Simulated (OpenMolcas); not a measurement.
C2HClF2 (SMILES FC(F)=CCl): methods side by side

The species is C2HClF2 (6 atoms), meant as a singlet with charge 0. As SMILES, `FC(F)=CCl`. The coordinates come from a PBE0-D4/def2-TZVP relaxation.

Each level gives the vertical energy of the triplet above the singlet (eV). The values are calculated.

```tsv
level	kind	program	value (eV)	less CCSD(T)/6-31G*	CPU time (all runs)
HF/6-31G* (spherical functions)	Hartree–Fock	OpenMolcas	3.86	-0.98	12 s
SVWN5/6-31G* (spherical functions)	LDA	OpenMolcas	4.82	-0.02	42 s
BLYP/6-31G* (spherical functions)	GGA	OpenMolcas	4.63	-0.21	56 s
PBE/6-31G* (spherical functions)	GGA	OpenMolcas	4.63	-0.21	56 s
r2SCAN/6-31G* (spherical functions)	meta-GGA	OpenMolcas	4.43	-0.41	81 s
B3LYP/6-31G* (spherical functions)	global hybrid	OpenMolcas	4.59	-0.25	58 s
BHLYP/6-31G* (spherical functions)	global hybrid	OpenMolcas	4.45	-0.39	53 s
CCSD(T)/6-31G* (spherical functions), open shells restricted	coupled cluster or CI	OpenMolcas	4.84	0.00	97 s
```

Differences are taken from CCSD(T)/6-31G* (spherical functions), open shells restricted for orientation; it has basis-set and higher-order errors of its own. The values span 3.86 to 4.84 eV. CPU times are rough (shared hosts, several kinds of processor): they show what a rung costs within a factor of a few.

Every method places the triplet well above the singlet, and every approximate value lies below the coupled-cluster one. The excitation is probably π→π* in the C=C bond, so the triplet gives up π bonding but gains exchange stabilisation between its parallel spins. Hartree–Fock describes that exchange but omits the correlation of the opposite-spin π pair, which favours the singlet, and its gap of 3.86 eV is therefore the smallest.

The same bias appears as exact exchange is added, from BLYP at 4.63 eV through B3LYP at 4.59 eV to BHLYP at 4.45 eV. Exact exchange isn't the only influence, however: r2SCAN contains none, yet gives 4.43 eV. The near-coincidence of SVWN5 with coupled cluster, 4.82 against 4.84 eV, for a single molecule and a single state doesn't establish LDA as the better functional for triplet energies in general. Nor do these vertical energies locate the relaxed triplet, which in alkenes typically lies much lower after twisting about the C=C bond.
